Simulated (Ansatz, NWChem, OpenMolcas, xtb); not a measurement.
## Ligand exchange: GaH(CH3)(NH2) + C2H2S → GaH(CH3)(SH) + C2H3N

Species: GaH(CH3)(NH2), singlet; C2H2S (ethynethiol) `C#CS`, singlet; GaH(CH3)(SH), singlet; C2H3N `C#CN`, singlet. The partners trade NH2 for SH: Ga–NH2 and C–SH bonds give way to Ga–SH and C–NH2.

Shapes, held fixed at every level: PBE0-D4/def2-TZVP. Flexible molecules stand in one conformer, not always the lowest. Programs: Ansatz 0.2.0, NWChem 7.3.0, OpenMolcas 26.06, xtb 6.7.1. A level may come from different programs for different species; with the same settings they agree closely. The zero-point and thermal change to 298 K, harmonic and unscaled (PBE0-D4/def2-TZVP), is +3.0 kJ/mol.

**Question.** Estimate ΔH(298 K) of this reaction.

**Answer.** The highest level, CCSD(T)/def2-TZVPP, gives ΔH(298 K) = -30.8 kJ/mol; the levels span -119.9 to -30.8. GFN1-xTB strays far from the other rows. The column of differences is taken from that level and isn't an error. No measured value is set beside it here. Relativity is left out for Ga. Outer-core shells of Ga are correlated in most correlated rows, in sets that cover them unevenly.

| level | kind | ΔH(298 K) (kJ/mol) | less CCSD(T)/def2-TZVPP |
| --- | --- | --- | --- |
| GFN1-xTB | semi-empirical | -119.9 | -89.1 |
| HF/def2-SVP | Hartree–Fock | -64.6 | -33.8 |
| r2SCAN-D4/def2-TZVPP | meta-GGA | -40.3 | -9.5 |
| B3LYP/6-31G* (Cartesian functions) | global hybrid | -53.4 | -22.6 |
| BHLYP-D4/def2-TZVPP | global hybrid | -44.5 | -13.7 |
| B2PLYP/def2-TZVPP | double hybrid | -34.1 | -3.3 |
| MP2/def2-SVP | perturbation theory | -40.0 | -9.2 |
| CCSD/def2-TZVPP | coupled cluster or CI | -33.1 | -2.3 |
| CCSD(T)/def2-TZVPP | coupled cluster or CI | -30.8 | 0.0 |

The exchange is exothermic at every level, so its direction is secure: nitrogen gains more by moving to carbon than it loses by leaving gallium, relative to sulfur. The likely reason is the ynamine product. The nitrogen 2p lone pair overlaps well with the alkyne π system, and the C–N bond is short and strong, whereas sulfur's larger 3p orbital conjugates less effectively. Gallium, a fairly soft acceptor, accommodates thiolate well, which limits the cost of giving up its polar Ga–N bond. The thermal term is small and opposes the reaction, so the driving force is electronic.

In the same def2-SVP basis, going from Hartree–Fock to MP2 changes the enthalpy from -64.6 to -40.0 kJ/mol, so correlation favours the reactants substantially. The triples correction acts in the same direction but shifts the CCSD value only slightly, which suggests that the correlation treatment is nearly settled in this basis. Without a coupled-cluster result in a larger basis, the remaining basis-set error in the magnitude is not established.
